Question

The table lists two bands of gallium phosphide, GaP: the highest filled one (top filled) and the lowest empty one (first empty). The state start level comes from PBE. The state corrected level comes from a single HSE06 step that keeps the PBE orbitals. The three numbers k a, k b and k c fix the wave vector of the state; (0, 0, 0) is called Γ, (0.5, 0, 0) is L and (0.5, 0.5, 0) is X.

ABINIT 10.8.3 calculation of GaP (F-43m, 2 atoms per cell): PBE start levels and one-shot HSE06 corrected levels, without spin–orbit coupling. PseudoDojo NC SR PBE v0.4.1 standard potentials, plane-wave cutoff 1088.46 eV, Γ-centred 6×6×6 k mesh, 17 bands in the sums. Each column of levels counts from its own highest filled level.

```
row  state k a (reciprocal cell vector)  state k b (reciprocal cell vector)  state k c (reciprocal cell vector)   state band  state start level (eV)  state corrected level (eV)
  1                               0.000                               0.000                               0.000   top filled                   0.000                       0.000
  2                               0.000                               0.000                               0.000  first empty                   1.817                       2.556
  3                               0.167                               0.000                               0.000   top filled                  -0.371                      -0.419
  4                               0.167                               0.000                               0.000  first empty                   2.409                       3.118
  5                               0.333                               0.000                               0.000   top filled                  -0.906                      -1.035
  6                               0.333                               0.000                               0.000  first empty                   1.895                       2.570
  7                               0.500                               0.000                               0.000   top filled                  -1.118                      -1.281
  8                               0.500                               0.000                               0.000  first empty                   1.668                       2.335
  9                               0.167                               0.167                               0.000   top filled                  -1.001                      -1.118
 10                               0.167                               0.167                               0.000  first empty                   2.776                       3.452
 11                               0.333                               0.167                               0.000   top filled                  -1.558                      -1.753
 12                               0.333                               0.167                               0.000  first empty                   2.801                       3.487
 13                               0.500                               0.167                               0.000   top filled                  -1.624                      -1.839
 14                               0.500                               0.167                               0.000  first empty                   2.735                       3.443
 15                              -0.333                               0.167                               0.000   top filled                  -1.181                      -1.345
 16                              -0.333                               0.167                               0.000  first empty                   2.969                       3.708
 17                              -0.167                               0.167                               0.000   top filled                  -0.512                      -0.591
 18                              -0.167                               0.167                               0.000  first empty                   3.223                       4.004
 19                               0.333                               0.333                               0.000   top filled                  -2.224                      -2.504
 20                               0.333                               0.333                               0.000  first empty                   1.759                       2.365
 21                               0.500                               0.333                               0.000   top filled                  -2.378                      -2.683
 22                               0.500                               0.333                               0.000  first empty                   2.057                       2.707
 23                              -0.333                               0.333                               0.000   top filled                  -1.946                      -2.200
 24                              -0.333                               0.333                               0.000  first empty                   2.508                       3.199
 25                               0.500                               0.500                               0.000   top filled                  -2.683                      -3.028
 26                               0.500                               0.500                               0.000  first empty                   1.653                       2.258
 27                               0.500                               0.333                               0.167   top filled                  -2.044                      -2.280
 28                               0.500                               0.333                               0.167  first empty                   3.621                       4.390
 29                              -0.333                               0.333                               0.167   top filled                  -2.472                      -2.755
 30                              -0.333                               0.333                               0.167  first empty                   3.907                       4.732
 31                              -0.333                               0.500                               0.167   top filled                  -3.262                      -3.635
 32                              -0.333                               0.500                               0.167  first empty                   3.478                       4.203
```

(a) Explain why a hybrid functional such as HSE06 should raise high empty levels more than low ones.
(b) Draw a straight line for this rise from the two end levels of the empty band, and find the level that breaks it most.
(c) Name the cause of the break, and say which parts of the argument the table supports.
(d) What error follows if the whole empty band is raised by one constant?

Model answer

(a) The smooth rule

For an empty level, let the lift be the corrected level less the start level. Each column counts from its own highest filled level, so every lift also contains the change of that common zero. This constant drops out when two empty levels are compared.

The orbitals are the same in both columns, and HSE06 differs from PBE only in its exchange. The lift therefore measures how one and the same orbital responds to a change of the exchange potential:

lift = ⟨ψ| V(HSE06) − V(PBE) |ψ⟩ − the same quantity for the valence top

Here ψ is the PBE orbital and V the exchange potential. PBE uses a local potential, which has one value at each point in space for every orbital. HSE06 replaces a quarter of the short-range part by exact exchange, whose strength depends on the orbital it acts on.

The simplest system in which to see the effect is a uniform electron gas. Its density is the same everywhere, so the local exchange potential shifts all levels alike. Exact exchange attracts slow electrons most strongly and fast electrons less. Mixing some of it in pushes the low levels down relative to the high ones, and the band widens smoothly with energy.

GaP has atoms and a gap, which the electron gas lacks, so the comparison gives the direction of the rule and not its size. The table follows that direction on the whole. The highest empty level, row 30, is lifted by 0.825 eV, while the lowest, at X, is lifted by 0.605 eV. The filled levels in turn sink further below the valence top.

(b) The line and the level that breaks it

The line for the empty band passes through its lowest level in PBE, row 26 at X, and its highest, row 30. These two rows are met by construction, and the other fourteen test the line. Its slope is

(0.825 − 0.605) / (3.907 − 1.653) = 0.0976 eV of lift per eV of level energy

The empty level at Γ, row 2, starts at 1.817 eV. The line gives it a lift of

0.605 + 0.0976 × (1.817 − 1.653) = 0.621 eV

The calculated lift is 0.739 eV, so Γ lies 0.118 eV above the line. No other empty level is off by more than about 0.06 eV, and five of the fourteen agree to within 0.01 eV. The line is thus a fair guide to most of the band and a poor one at Γ.

The size of the break depends somewhat on the two rows that hold the line. Comparing Γ with single levels shows how much. In PBE the empty level at Γ is only 0.164 eV above the one at X, for which the slope allows an extra lift of 0.016 eV. The calculated extra lift is 0.134 eV, about eight times as much. Measured against L, the break is smaller but still clear: Γ starts 0.149 eV higher and is lifted 0.072 eV more, about five times what the slope allows.

(c) The cause

The path from Γ to X shows that energy is the wrong label for this break. One third of the way along, at row 10, the empty level stands 0.959 eV higher than at Γ. By the smooth rule it should be lifted more, yet it is lifted 0.063 eV less. The path from Γ to L behaves in the same way: the level first climbs and then falls, while the lift shrinks from Γ outwards, with a last step too small to count in this run.

What also changes along such a path is the make-up of the orbital. The opposite limit to the electron gas helps here: a set of separate atoms. An s and a p orbital may then have the same energy and still differ completely in shape. An exchange potential that depends on the orbital has no reason to treat them alike. A crystal lies between the two limits, so a smooth rule can hold for levels of similar make-up and fail for a level whose make-up is different.

In GaP, symmetry tells how the make-up differs between Γ and the zone boundary. At Γ, the symmetry of the crystal keeps p and d orbitals out of the lowest empty state, which is an antibonding combination of s orbitals on gallium and phosphorus. At L, s orbitals of both atoms still take part, but they are mixed with p. At X, only one of the two elements can contribute s orbitals, and the other contributes p. The lifts fall in the same order: 0.739 eV at Γ, 0.667 eV at L and 0.605 eV at X.

The remaining step is to see why an s-like empty state should rise more than a p-like one of similar energy. An s orbital has no angular node at the nucleus, so it keeps more weight close to the nucleus than a p orbital does. The density is high there, not least because of the filled 3d shell of gallium, and the PBE exchange potential is deep. That potential attracts an electron whether its orbital is filled or empty.

Exact exchange is less generous. It attracts an empty orbital only through its overlap with filled ones, and the orbital receives no exchange with itself. When part of the local potential is replaced, an empty state is therefore expected to lose attraction, and it has most to lose where the local potential was deep. Exact exchange with the filled shells is strong there too and makes up for part of the loss. If the loss that remains is larger for s orbitals than for p orbitals, the s-like state at Γ rises more than its energy suggests.

The table supports one part of this argument: levels of similar energy are lifted by different amounts at different places in the zone. The composition of the states at Γ, L and X is standard symmetry. The link between s weight and a larger loss of attraction is a physical argument about the balance of two exchange terms, and the levels alone do not test it. A direct test would compare the lifts with the calculated s weight of each orbital.

(d) The price of a constant shift

Suppose the whole empty band is raised by the lift found at X, so that the indirect gap from Γ to X agrees with the HSE06 step. The direct gap at Γ then becomes

1.817 + 0.605 = 2.422 eV

The HSE06 step gives 2.556 eV, so the constant shift falls short by 0.134 eV. In GaP, light is absorbed weakly above the indirect gap and strongly only above the direct one. An engineer who corrects PBE bands by one number, chosen to match the indirect gap, would therefore place the onset of strong absorption too low in energy relative to the HSE06 bands.

The distance between the two thresholds suffers more, in proportion, than either gap. It is 0.164 eV in PBE and stays so under any constant shift, whereas HSE06 gives 0.298 eV. The true minimum of the empty band in GaP lies slightly away from X, between the points of this mesh. On a finer mesh the computed distance should therefore be slightly larger than the table suggests.

Remarks on the reasoning

A good answer compares levels of similar energy before it trusts a line. A line drawn over the whole band mixes two influences, energy and orbital shape. X, L and Γ lie close together in PBE, so that energy is nearly held fixed and the influence of shape stands out. This is why the comparison of three levels carries more weight here than the average quality of the line.

The filled band offers a useful contrast. A line from the valence top to the deepest listed level, row 31, lets the levels sink by 11.4 % of their depth below the top. All filled levels keep within 0.04 eV of it. This band consists largely of phosphorus p orbitals throughout, so its character changes less than that of the empty band. The contrast agrees with the explanation but does not prove it.

Some candidates will point to row 32, which is lifted about 0.06 eV less than the line gives. That is a sound observation, since the break is as large as the one at L and has the opposite sign. A state with little s weight would behave in this way, but for this row that is a guess. Full marks do not require a cause for it.

The size of the break deserves more caution than its existence. The run is not converged in bands, cutoffs and mesh, so differences of about 0.01 eV deserve no explanation. The inner shells are represented by potentials made for PBE, which matters most for an s orbital because it reaches furthest inwards. The 0.118 eV found at Γ is best read as roughly a tenth of an electronvolt.

The reasoning carries over to a related semiconductor as a question to ask before any number is computed: which of the low empty states is made mainly of s orbitals? That state is the first candidate for a lift larger than its energy suggests. If it sits at Γ and the band minimum lies elsewhere, a constant shift will probably bring the direct and indirect gaps too close together. How large the error is has to be calculated for each material.
